**Landé g and hyperfine factors of the lowest 4f³ levels of Sm⁵⁺**

The table holds g, A/g_I, B/Q and the leading LS weight for twelve levels from a Dirac CI calculation with Breit and model QED terms, Slater integrals scaled by 0.85 and no core polarisation. The program builds the f³ determinants and evaluates g, A and B from one ⟨r⁻³⟩ in pure LS coupling and in intermediate coupling, using radial integrals of the same run, and also tests A = a(2 − g) and a 1/J law. Intermediate coupling lowers the rms errors against the table from 0.049 to 0.003 in g, from 35 to 4.5 MHz in A and from 142 to 17 MHz/barn in B, with ²G 7/2 the worst row in B. The output also gives the split of A into orbital and spin-dipolar parts, the admixed terms of the model and its sensitivity to the scale factor. A×J is nearly constant in ⁴I but not in ⁴F.

radial Dirac CI 1: Dirac-Coulomb-Breit CI with model QED for ¹⁵²Sm⁵⁺, closed core [Kr] 4d¹⁰, using exchange-only KLI orbitals optimised for each configuration. Valence Slater integrals are scaled by 0.85, and a P86 correlation estimate is added for each configuration. A and B are for point nuclear moments without core polarisation, with g_I = μ/(I μ_N).

## Analysis program

```python
# Table: Lande g, A/g_I (MHz), B/Q (MHz/barn) of the 12 lowest 4f3 levels of Sm5+, radial Dirac CI (Breit, QED, Slater x0.85).
# Tested: one radial factor <r^-3> plus f3 angular algebra: A = a(2-g), pure LS coupling, intermediate coupling; A ~ 1/J.
T = {
    'level_configuration': ['4f3 5s2 5p6', '4f3 5s2 5p6', '4f3 5s2 5p6', '4f3 5s2 5p6', '4f3 5s2 5p6', '4f3 5s2 5p6', '4f3 5s2 5p6', '4f3 5s2 5p6', '4f3 5s2 5p6', '4f3 5s2 5p6', '4f3 5s2 5p6', '4f3 5s2 5p6'],
    'level_term': ['4Io', '4Io', '4Io', '4Io', '4Fo', '2Ho', '4Fo', '4Fo', '4So', '4Fo', '2Ho', '2Go'],
    'level_j': ['9/2', '11/2', '13/2', '15/2', '3/2', '9/2', '5/2', '7/2', '3/2', '9/2', '11/2', '7/2'],
    'level_lande_g': [0.7342, 0.9657, 1.106, 1.196, 0.4416, 0.9823, 1.032, 1.185, 1.93, 1.238, 1.097, 0.9558],
    'level_dipole_factor': [1033, 811.9, 682.8, 607.1, 1140, 873.3, 698.2, 624.1, 52.04, 592.9, 651.7, 793.1],  # MHz
    'level_quadrupole_factor': [405.8, 409.6, 448.6, 514.0, -279.5, -360.3, -268.4, -541.2, -43.48, -495.4, -131.1, -143.8],  # MHz/barn
    'ls_weight': [95, 98, 99, 98, 91, None, 96, 84, 91, 74, None, None],  # %
}
import numpy as np, itertools as it
from fractions import Fraction
from sympy.physics.wigner import wigner_3j as w3
from scipy import constants as sc
# further outputs of the same run: <r^-3> (bohr^-3), F^k and zeta (cm-1), level energies (cm-1), weights missing in the table
r3 = 7.965916; F = {2: 121938.7, 4: 77062.94, 6: 55602.52}; zeta = 1376.183; wx = {'2H 9/2': 65, '2H 11/2': 93, '2G 7/2': 65}
Eo = np.array([0, 3005.3, 6108.8, 9246.1, 15757.3, 16170.6, 17465.3, 18777.4, 18943.2, 20624.0, 21267.1, 23110.6])
pc = lambda n: sc.physical_constants[n][0]
a0 = pc('Bohr radius'); gs = -pc('electron g factor')
a = sc.mu_0/(4*np.pi)*2*pc('Bohr magneton')*pc('nuclear magneton')/a0**3/sc.h/1e6*r3
b = pc('hartree-hertz relationship')*1e-28/a0**2/1e6*r3
m = list(range(3, -4, -1)); K = np.kron; I2 = np.eye(2); I7 = np.eye(7)
C = lambda k, q: K([[(-1)**x*7*float(w3(3,k,3,0,0,0)*w3(3,k,3,-x,q,y)) if x == q+y else 0. for y in m] for x in m], I2)
lz = K(np.diag(m), I2); lp = K(np.diag([np.sqrt(12-x*(x+1)) for x in m[1:]], 1), I2)
sz = K(I7, np.diag([.5, -.5])); sp = K(I7, [[0, 1], [0, 0]]); ls = lz@sz + .5*(lp@sp.T + lp.T@sp); jz = np.diag(lz+sz)
dets = [d for d in it.combinations(range(14), 3) if abs(sum(jz[i] for i in d)-.5) < 1e-9]
P = np.zeros((14, 14, 14, len(dets)))
for n, d in enumerate(dets):
    for p in it.permutations(range(3)): P[d[p[0]], d[p[1]], d[p[2]], n] = np.linalg.det(np.eye(3)[list(p)])/6**.5
op = lambda o: 3*P.reshape(2744, -1).T@(o@P.reshape(len(o), -1)).reshape(2744, -1)  # 3 electrons or 3 pairs
dot = lambda z, p: K(z, z) + .5*(K(p, p.T) + K(p.T, p))
I = np.eye(len(dets)); L2 = 36*I + 2*op(dot(lz, lp)); S2 = 2.25*I + 2*op(dot(sz, sp))
J2 = op(12.75*np.eye(14) + 2*ls) + 2*op(dot(lz+sz, lp+sp))
V = sum(F[k]*op(sum(K(c, c.T) for c in [C(k, q) for q in range(-k, k+1)])) for k in F)
SD = op(gs/2*(2*C(2, 0)@sz + 1.5**.5*(C(2, -1)@sp - C(2, 1)@sp.T))); Lz, Sz, Q = op(lz), op(sz), op(C(2, 0))
ev = lambda X, U: np.einsum('ij,ik,kj->j', U, X, U)
qn = lambda X, U: np.round(np.sqrt(1+4*np.abs(ev(X, U)))-1)/2
tm = [t[:2] for t in T['level_term']]; J = np.array([float(Fraction(j)) for j in T['level_j']])
nm = [t+' '+str(j) for t, j in zip(tm, T['level_j'])]; N = len(nm)
g, A, B = (np.array(T[k], float) for k in ('level_lande_g', 'level_dipole_factor', 'level_quadrupole_factor'))
prop = lambda U: (2*ev(Lz+gs*Sz, U), 2*a*ev(Lz, U), 2*a*ev(SD, U), -2*b*ev(Q, U)*J*(2*J-1)/(.75-J*(J+1)), 2*a*ev(Sz, U))
U0 = np.linalg.eigh(V + J2 + .37*L2)[1]; J0 = qn(J2, U0)  # small commuting shifts only separate degenerate LS states
lab = np.array(['%d%s' % (2*s+1, 'SPDFGHIKL'[int(l)]) for s, l in zip(qn(S2, U0), qn(L2, U0))])
g0, o0, d0, B0, _ = prop(U0[:, [np.where((lab == t) & (J0 == j))[0][0] for t, j in zip(tm, J)]])
def mixed(s):
    E, U = np.linalg.eigh(s*V + zeta*op(ls)); Jm = qn(J2, U)
    ix = [np.where(Jm == J[i])[0][list(J[:i]).count(J[i])] for i in range(N)]
    return E[ix]-E[0], U[:, ix]
E1, U1 = mixed(.85); g1, o1, d1, B1, s1 = prop(U1); E2, U2 = mixed(1.); g2, o2, d2, B2, _ = prop(U2)
Ag = a*(1-(g-1)/(gs-1)); A0, A1, A2 = o0+d0, o1+d1, o2+d2
print('radial factors from <r^-3>: a = %.1f MHz, b = %.1f MHz/barn; no fitted parameter in the two blocks' % (a, b))
print('level   | g: table LS mixed | A MHz: table, a(2-g) (err %), LS, mixed = orbital + dipolar (err %)')
for i in range(N): print('%-7s | %.4f %.4f %.4f | %6.1f %6.1f (%+5.1f) %6.1f %6.1f = %6.1f %+6.1f (%+5.1f)' % (nm[i], g[i], g0[i], g1[i], A[i], Ag[i], 100*(Ag[i]/A[i]-1), A0[i], A1[i], o1[i], d1[i], 100*(A1[i]/A[i]-1)))
print('level   | B MHz/barn: table LS mixed mixed-table | run weight % | model terms %')
W = 100*(U0.T@U1)**2
for i in range(N):
    w = sorted(((W[lab == t, i].sum(), str(t)) for t in set(lab)), reverse=True)[:4]
    print('%-7s | %6.1f %6.1f %6.1f %+6.1f | %d | %s' % (nm[i], B[i], B0[i], B1[i], B1[i]-B[i], T['ls_weight'][i] or wx[nm[i]], ' '.join('%s %.1f' % (t, x) for x, t in w)))
rms = lambda x: np.sqrt(np.mean(x**2))
rep = lambda t, x: print('%s: rms %.4g, worst %s %+.4g' % (t, rms(x), nm[np.argmax(abs(x))], x[np.argmax(abs(x))]))
print('rounding of the table: g up to 0.0005, A up to 0.5 MHz, B 0.05 MHz/barn; below: model minus table')
for t, x in (('g LS', g0-g), ('g mixed', g1-g), ('A a(2-g) MHz', Ag-A), ('A LS MHz', A0-A), ('A mixed MHz', A1-A), ('B LS MHz/barn', B0-B), ('B mixed MHz/barn', B1-B), ('energy cm-1, scale 0.85', E1-Eo), ('energy cm-1, scale 1.0', E2-Eo)): rep(t, x)
print('scale 1.0: rms g %.4f, A %.1f MHz, B %.1f MHz/barn' % (rms(g2-g), rms(A2-A), rms(B2-B)))
for t, x in (('scale 1.0 minus 0.85, g', g2-g1), ('scale 1.0 minus 0.85, A MHz', A2-A1), ('scale 1.0 minus 0.85, B MHz/barn', B2-B1)): rep(t, x)
X = np.c_[o1, d1, s1]; c = np.linalg.lstsq(X, A, rcond=None)[0]; kb = B1@B/(B1@B1)
print('fitted factors: A orbital %.3f dipolar %.3f spin %.4f, rms %.1f MHz; B %.3f, rms %.1f MHz/barn' % (*c, rms(X@c-A), kb, rms(kb*B1-B)))
iI = np.array(tm) == '4I'; iF = np.array(tm) == '4F'
print('A x J MHz: 4I %s; 4F %s' % (' '.join('%.0f' % x for x in (A*J)[iI]), ' '.join('%.0f' % x for x in (A*J)[iF])))
print('A first/last, J last/first: 4I %.3f, %.3f; 4F %.3f, %.3f' % (A[iI][0]/A[iI][-1], J[iI][-1]/J[iI][0], A[iF][0]/A[iF][-1], J[iF][-1]/J[iF][0]))
assert all(np.diff(A[iI]) < 0) and all(np.diff(g[iI]) > 0) and all(np.diff(A[iF]) < 0) and all(np.diff(g[iF]) > 0)
assert all(B[iI] > 0) and all(B[~iI] < 0)
assert max(abs(Ag/A-1)) < 0.15
assert rms(g1-g) < rms(g0-g) and rms(A1-A) < rms(A0-A)
```

Printed output:

```
radial factors from <r^-3>: a = 760.0 MHz, b = 1871.7 MHz/barn; no fitted parameter in the two blocks
level   | g: table LS mixed | A MHz: table, a(2-g) (err %), LS, mixed = orbital + dipolar (err %)
4I 9/2  | 0.7342 0.7266 0.7347 | 1033.0  961.6 ( -6.9)  996.7 1030.3 =  961.2  +69.1 ( -0.3)
4I 11/2 | 0.9657 0.9650 0.9668 |  811.9  786.0 ( -3.2)  801.0  813.3 =  785.2  +28.1 ( +0.2)
4I 13/2 | 1.1060 1.1079 1.1069 |  682.8  679.7 ( -0.5)  678.7  686.1 =  679.0   +7.0 ( +0.5)
4I 15/2 | 1.1960 1.2005 1.1978 |  607.1  611.4 ( +0.7)  594.5  611.0 =  610.1   +0.9 ( +0.6)
4F 3/2  | 0.4416 0.3986 0.4434 | 1140.0 1183.5 ( +3.8) 1094.3 1149.7 = 1182.1  -32.4 ( +0.8)
2H 9/2  | 0.9823 0.9089 0.9755 |  873.3  773.5 (-11.4)  869.4  873.9 =  778.6  +95.3 ( +0.1)
4F 5/2  | 1.0320 1.0286 1.0333 |  698.2  735.8 ( +5.4)  678.9  705.2 =  734.8  -29.6 ( +1.0)
4F 7/2  | 1.1850 1.2386 1.1838 |  624.1  619.8 ( -0.7)  563.0  627.8 =  620.6   +7.2 ( +0.6)
4S 3/2  | 1.9300 2.0023 1.9312 |   52.0   54.8 ( +5.4)   -0.0   55.5 =   54.0   +1.5 ( +6.6)
4F 9/2  | 1.2380 1.3341 1.2436 |  592.9  579.6 ( -2.2)  534.9  593.0 =  575.3  +17.7 ( +0.0)
2H 11/2 | 1.0970 1.0911 1.0966 |  651.7  686.5 ( +5.3)  667.7  658.0 =  686.8  -28.8 ( +1.0)
2G 7/2  | 0.9558 0.8886 0.9555 |  793.1  793.5 ( +0.1)  817.1  792.2 =  793.7   -1.6 ( -0.1)
level   | B MHz/barn: table LS mixed mixed-table | run weight % | model terms %
4I 9/2  |  405.8  433.1  405.5   -0.3 | 95 | 4I 95.7 2H 4.2 2G 0.1 4G 0.0
4I 11/2 |  409.6  423.8  415.0   +5.4 | 98 | 4I 98.5 2H 1.4 2I 0.0 4G 0.0
4I 13/2 |  448.6  449.2  455.7   +7.1 | 99 | 4I 99.3 2K 0.6 2I 0.1 2H 0.0
4I 15/2 |  514.0  499.1  518.3   +4.3 | 98 | 4I 98.0 2K 2.0 2L 0.0 4G 0.0
4F 3/2  | -279.5 -299.5 -279.6   -0.1 | 91 | 4F 91.4 2D 7.3 2P 0.7 4S 0.5
2H 9/2  | -360.3 -120.4 -344.7  +15.6 | 65 | 2H 67.9 2G 20.2 4F 6.5 4I 3.6
4F 5/2  | -268.4 -294.1 -258.6   +9.8 | 96 | 4F 96.5 2D 3.1 2F 0.3 4G 0.1
4F 7/2  | -541.2 -415.9 -520.4  +20.8 | 84 | 4F 84.0 2G 15.3 4G 0.4 2F 0.3
4S 3/2  |  -43.5    0.0  -38.0   +5.5 | 91 | 4S 91.3 2P 7.1 4F 1.2 2D 0.3
4F 9/2  | -495.4 -623.9 -501.3   -5.9 | 74 | 4F 75.1 2H 16.4 2G 8.0 4I 0.5
2H 11/2 | -131.1 -127.3 -121.7   +9.4 | 93 | 2H 94.1 4G 4.2 4I 1.4 2I 0.3
2G 7/2  | -143.8 -529.0 -194.3  -50.5 | 65 | 2G 68.3 4G 17.4 4F 14.4 2F 0.0
rounding of the table: g up to 0.0005, A up to 0.5 MHz, B 0.05 MHz/barn; below: model minus table
g LS: rms 0.04935, worst 4F 9/2 +0.09611
g mixed: rms 0.002741, worst 2H 9/2 -0.006808
A a(2-g) MHz: rms 41.31, worst 2H 9/2 -99.85
A LS MHz: rms 35.04, worst 4F 7/2 -61.13
A mixed MHz: rms 4.518, worst 4F 3/2 +9.679
B LS MHz/barn: rms 142.1, worst 2G 7/2 -385.2
B mixed MHz/barn: rms 17.28, worst 2G 7/2 -50.54
energy cm-1, scale 0.85: rms 357.2, worst 4F 7/2 +552.2
energy cm-1, scale 1.0: rms 2522, worst 2G 7/2 +3751
scale 1.0: rms g 0.0118, A 6.9 MHz, B 44.9 MHz/barn
scale 1.0 minus 0.85, g: rms 0.0106, worst 4S 3/2 +0.02183
scale 1.0 minus 0.85, A MHz: rms 7.59, worst 4S 3/2 -15.17
scale 1.0 minus 0.85, B MHz/barn: rms 28.59, worst 2G 7/2 -88.89
fitted factors: A orbital 0.995 dipolar 1.070 spin -0.0031, rms 2.2 MHz; B 1.000, rms 17.3 MHz/barn
A x J MHz: 4I 4648 4465 4438 4553; 4F 1710 1746 2184 2668
A first/last, J last/first: 4I 1.702, 1.667; 4F 1.923, 3.000
```
